Whether this layered selenide may be treated as a metal hangs on one narrow band of Re d states that is two thirds full. The calculation does give a metal, but with spin switched off and in a stretched cell, made by swapping elements in another structure and not relaxed. The order of the bands follows from the atomic levels and the bonding, and is the safer result; the metallic state needs another calculation before a material choice rests on it.

The scales to remember are a Se p band of at most about 4.5 eV, a lower Re d band of at most about 1.5 eV, and some 2 eV between the centres of the two d bands. With the bands held fixed and their density averaged over the bins, one electron more or less in the cell moves the Fermi level by only about 0.2 eV; a narrow peak at the Fermi level could make the shift smaller still.

Density of states of RbReSe2 (R-3m, unrelaxed 4-atom cell) by the tetrahedron method, averaged over 0.50 eV bins; projections are summed over the atoms of each element. Ansatz 0.2.0, PBE, plane waves with PAW datasets, scalar-relativistic, no spin polarisation, 420 eV cutoff, 10x10x10 k-mesh, Fermi-Dirac filling of width 0.1 eV.

```
bin centre from the Fermi level (eV)  total (states/eV/cell)  on Se p (states/eV/cell)  on Re d (states/eV/cell)  on Rb p (states/eV/cell)  on Se s (states/eV/cell)
                              -11.78                   10.38                      0.14                      0.04                      9.52                      0.67
                              -11.28                    1.63                      0.03                      0.01                      1.35                      0.23
                              -10.78                    0.00                      0.00                      0.00                      0.00                      0.00
                              -10.28                    0.00                      0.00                      0.00                      0.00                      0.00
                               -9.78                    0.00                      0.00                      0.00                      0.00                      0.00
                               -9.28                    0.00                      0.00                      0.00                      0.00                      0.00
                               -8.78                    0.00                      0.00                      0.00                      0.00                      0.00
                               -8.28                    0.00                      0.00                      0.00                      0.00                      0.00
                               -7.78                    0.00                      0.00                      0.00                      0.00                      0.00
                               -7.28                    0.00                      0.00                      0.00                      0.00                      0.00
                               -6.78                    0.00                      0.00                      0.00                      0.00                      0.00
                               -6.28                    0.00                      0.00                      0.00                      0.00                      0.00
                               -5.78                    0.00                      0.00                      0.00                      0.00                      0.00
                               -5.28                    0.84                      0.54                      0.08                      0.01                      0.01
                               -4.78                    3.16                      2.06                      0.26                      0.02                      0.12
                               -4.28                    1.95                      1.48                      0.34                      0.01                      0.00
                               -3.77                    3.62                      2.51                      0.96                      0.03                      0.01
                               -3.27                    6.52                      4.30                      2.00                      0.05                      0.04
                               -2.77                    3.14                      2.52                      0.46                      0.02                      0.02
                               -2.27                    3.24                      2.72                      0.37                      0.02                      0.02
                               -1.77                    1.47                      1.29                      0.11                      0.01                      0.00
                               -1.27                    0.07                      0.05                      0.01                      0.00                      0.00
                               -0.78                    3.23                      0.24                      2.78                      0.00                      0.02
                               -0.28                    4.59                      0.51                      3.92                      0.00                      0.00
                                0.23                    4.17                      0.63                      3.36                      0.00                      0.01
                                0.72                    0.00                      0.00                      0.00                      0.00                      0.00
                                1.23                    1.50                      0.36                      0.80                      0.00                      0.09
                                1.73                    6.15                      2.04                      3.36                      0.01                      0.20
                                2.23                    0.54                      0.19                      0.23                      0.00                      0.02
                                2.73                    0.87                      0.11                      0.03                      0.00                      0.04
```

Start from the ionic limit, in which each electron belongs to one atom. Of the 56 valence electrons in the cell, 34 sit in levels below the energies shown, which leaves 22. Rb 4p takes 6 and the p shells of two Se atoms take 12, so 4 remain for Re. Summing the total density over each block confirms these capacities and gives the lower d band room for 6.

Four electrons in six places make a partly filled band, and that is why the Fermi level cuts it. The empty row at 0.72 eV lies above the Fermi level, between the two d bands, so it is no semiconductor gap. If the bands stayed fixed, two further electrons would fill the lower band and move the Fermi level into that gap.

The d states form two bands because each Re has six Se neighbours in a nearly octahedral cage. Three d orbitals point between the neighbours and overlap weakly with Se p; two point at them and overlap strongly. In the ionic limit the d bands would carry no Se p weight at all. The table shows otherwise: Se p makes up about 12% of the lower d band and 32% of the upper one.

Mixing pushes the d levels up, because they lie above the Se p levels, and a two-level model says how far. Let D be the distance from the centre of the Se p band to that of a d band, and s the Se p share of that d band. The energy of the unmixed d orbital is the average over the bonding and the antibonding level, weighted by its share in each, so it lies below the antibonding level by

push = D × s

For the upper band this is 5.1 eV × 0.32, or about 1.6 eV. For the lower band it is 3.2 eV × 0.12, or about 0.4 eV. The difference, 1.2 eV, compares with 1.9 eV between the actual band centres.

Unequal mixing thus accounts for more than half of the splitting in this estimate. Counting only Se p and Re d weight in the shares raises the result to 1.5 eV, which shows how much it depends on the way the density is divided among atoms. The model has no adjustable constant, but its distances and shares come from the same bands, so it tests consistency and does not predict the splitting independently. The printed output below gives the electron count and both versions of the estimate.

The bonding partners of the d levels lie inside the Se p band and explain its uneven make-up. Re d reaches 29% of the weight in the rows at -3.77 and -3.27 eV, but only 8.5% in the two lowest rows of the band. In those two rows, 22.5% of the weight lies outside the listed orbitals. A likely source is Re 6s, which suits the combination of Se p orbitals that points at Re with the same sign from all sides; Rb 5s may add to it.

This sharing also warns against reading an oxidation state from a projected charge. The Se p band contains 2.3 electrons' worth of Re d weight, although by formal count it belongs to Se. Added to the d part of the four electrons in the lower d band, it gives Re about 5.7 d electrons. The formal count of 4 tells how the bands are filled; the larger number reflects covalent sharing, but its size also depends on how the density is divided among atoms.

The weak point is the Fermi level itself. The rows on either side of it average 4.59 and 4.17 states/eV, yet the same calculation gives about 12 states/eV exactly there, a narrow peak that the bins smooth away. Its height depends on the mesh, but so many states at the Fermi level favour magnetism, since aligning spins then costs little band energy.

In practice, relax the cell first: its Re–Se contacts of 2.783 Å are long, which generally narrows the d bands and weakens their splitting. Then repeat the calculation with spin polarisation from several starting moments, and with spin-orbit coupling, which is sizeable for Re and can split the lower d band. A larger cell should also be tried, because with one Re per cell the Re atoms cannot form pairs or clusters, which might open a gap.

Numerical output:

```
Electrons that the Rb 4p block holds: 6.005
Electrons that the Se p band holds: 12.01
Electrons that the lower Re d band has room for: 5.995
Electrons that the upper Re d band has room for: 4.095
Electrons left for the lower Re d band by formal count: 4
Fermi level placed by the formal count (eV): -0.01046
Fermi level with one electron fewer (eV): -0.2305
Fermi level with one electron more (eV): 0.2341
Re d share and of the lower d band (%): 83.9
Se p share of the lower d band (%): 11.51
Re d share of the upper d band (%): 53.6
Se p share of the upper d band (%): 31.62
Re d weight inside the Se p band (electrons): 2.295
Re d population from Se band plus four electrons in the lower d band: 5.651
Re d share in rows -5.28 and -4.78 (%): 8.5
Re d share in rows -3.77 and -3.27 (%): 29.19
Weight outside the listed columns in rows -5.28 and -4.78 (%): 22.5
Weight outside the listed columns in the rest of the Se p band (%): 3.298
Weight outside the listed columns in row 2.73 (%): 79.31
Splitting between the centres of the two d bands (eV): 1.909
Splitting from mixing, Se p share of all weight (eV): 1.239
Splitting from mixing, Se p share of Se p plus Re d (eV): 1.5
```
